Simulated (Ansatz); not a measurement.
**Abstraction of Cl: GeH(GeH3)Cl2 + SnCl3 → GeH(GeH3)Cl + SnCl4**

Species: GeH(GeH3)Cl2, singlet; SnCl3 `[Cl][Sn]([Cl])[Cl]`, doublet; GeH(GeH3)Cl, doublet; SnCl4 (tin tetrachloride) `[Cl][Sn]([Cl])([Cl])[Cl]`, singlet. A radical takes Cl: the energy is the difference in strength between the Ge–Cl bond broken and the Sn–Cl bond made.

Shapes, held fixed at every level: PBE0-D4/def2-TZVP. Programs: Ansatz 0.2.0. Electronic energies: no zero-point or thermal term.

```csv
level,kind,ΔE (kJ/mol),less CCSD(T)/def2-TZVPP
HF/def2-SVP,Hartree–Fock,+46.7,-4.0
SPW92/def2-TZVPP,LDA,+66.4,+15.7
PBE-D4/def2-TZVPP,GGA,+62.2,+11.5
r2SCAN-D4/def2-TZVPP,meta-GGA,+56.9,+6.2
wB97X-V/def2-TZVPP,range-separated hybrid,+51.0,+0.3
B2PLYP/def2-TZVPP,double hybrid,+57.5,+6.8
MP2/def2-TZVPP,perturbation theory,+50.6,-0.1
CCSD(T)/def2-TZVPP,coupled cluster or CI,+50.7,0.0
```

The highest level, CCSD(T)/def2-TZVPP, gives ΔE = +50.7 kJ/mol; the levels span +46.7 to +66.4. The column of differences is taken from that level and isn't an error. No measured value is set beside it here. Open shells run unrestricted unless RO is named. For atoms past krypton def2 sets carry core potentials with scalar relativity. Relativity is left out for Ge unless named. Correlated rows may include outer-core shells of Ge, Sn, which these sets cover unevenly.

Chlorine transfer from the digermane to SnCl3 is uphill at every level, so the Ge–Cl bond broken is stronger than the Sn–Cl bond made. The reverse reaction, in which the germyl radical takes Cl from SnCl4, is therefore the energetically favoured direction.

The more diffuse valence orbitals of tin overlap less well with chlorine 3p. In addition, the tin 5s electrons are reluctant to take part in bonding, and three electronegative chlorines concentrate s character in the singly occupied orbital of pyramidal SnCl3. This probably stabilises the radical relative to SnCl4 and weakens the fourth Sn–Cl bond further.

The endothermicity falls from LDA through GGA and meta-GGA to the range-separated hybrid, but the double hybrid breaks any simple ordering by rung, lying slightly above r2SCAN-D4. MP2 nearly coincides with CCSD(T), which suggests that correlation effects beyond second order largely cancel between two similar bond cleavages. The reaction energy alone doesn't establish how fast chlorine is exchanged in either direction.
